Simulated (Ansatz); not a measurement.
## A series in volume ratio on YRe3

Plane-wave density functional theory, PAW datasets, Gaussian smearing 0.05 eV: equation of state, the given cell scaled in volume with shape and atoms relaxed at each volume. The results are calculated, by Ansatz 0.2.0.

The cell before it is scaled or strained (space group Pm-3m, No. 221):
```
cell vectors (Å)
   4.0673     0.0000     0.0000
   0.0000     4.0673     0.0000
   0.0000     0.0000     4.0673
atoms (fractions of the cell vectors)
Y   0.00000  0.00000  0.00000
Re  0.00000  0.50000  0.50000
Re  0.50000  0.50000  0.00000
Re  0.50000  0.00000  0.50000
```

Settings of every row: paw set soft_2; functional PBEsol; spin treatment none; moment partition spheres; spin axis none; wave cutoff 420 eV; k mesh 8x8x8; symmetry use detected.

Atom hubbard u: 0 on all atoms.

Limits: no spin-orbit coupling, which can matter with elements this heavy; the cell comes from a prototype or a list of computed structures and needn't be the stable phase.

```
row  volume ratio  V (Å³/atom)  pressure (GPa)  energy above given cell (meV per atom)
  1          0.96       16.148           10.08                                   20.41
  2          0.98       16.484           4.783                                    4.91
  3             1       16.821           0.013                                       0
  4          1.02       17.157               ?                                       ?
  5          1.04       17.494          -8.145                                   17.82
```

Question: what pressure and energy above given cell should row 4 give?

Worked fit of pressure. Take u = (V_r/V)^(2/3) − 1 with V_r = 16.653 Å³ an atom, which is twice the finite (Eulerian) strain; such expansions in the strain, on which the Birch-Murnaghan equation of state is built, carry the rest volume and the bulk modulus. The shown rows have u = 0.02074, 0.00682, -0.00667, -0.03231. Least squares give pressure = 2.3297 + 354.262 × u + 931.39 × u² GPa; a straight line predicts inner rows, each left out in turn, worse (root mean square 0.41 against 0.012 GPa). The rows lie off it by 0.002, -0.006, 0.005, -0.001 (root mean square 0.0041 GPa). The pressure vanishes at u = -0.0067, or V = 16.82 Å³ an atom, and there the bulk modulus with shape and atoms relaxed is B = −V dP/dV = (2/3)(1 + u) dP/du = 226 GPa. The withheld row has u = -0.01968, so the fit gives 2.3297 + 354.262 × (-0.01968) + 931.39 × (-0.01968)² = -4.281 GPa.

The calculation gave -4.281 GPa. The fit meets it to the printed digit.

Worked fit of energy above given cell. Take u = (V_r/V)^(2/3) − 1 with V_r = 16.653 Å³ an atom, which is twice the finite (Eulerian) strain; such expansions in the strain, on which the Birch-Murnaghan equation of state is built, carry the rest volume and the bulk modulus. The shown rows have u = 0.02074, 0.00682, -0.00667, -0.03231. Least squares give energy above given cell = 1.195 + 362.83 × u + 27158.5 × u² meV per atom; a straight line predicts inner rows, each left out in turn, worse (root mean square 12 against 0.045 meV per atom). The rows lie off it by 0.01, -0.02, 0.02, 0.00. Its lowest point lies at u = -0.0067, or V = 16.82 Å³ an atom, and the curvature there gives the bulk modulus with shape and atoms relaxed, B = (4/9)(1 + u)² E″(u)/V = 227 GPa. The withheld row has u = -0.01968, so the fit gives 1.195 + 362.83 × (-0.01968) + 27158.5 × (-0.01968)² = 4.57 meV per atom.

The calculation gave 4.62 meV per atom. The fit lies 0.05 meV per atom (1.1 % of the value, 0.24 % of the column's range) below it; its largest miss of a shown row is 0.02 meV per atom.
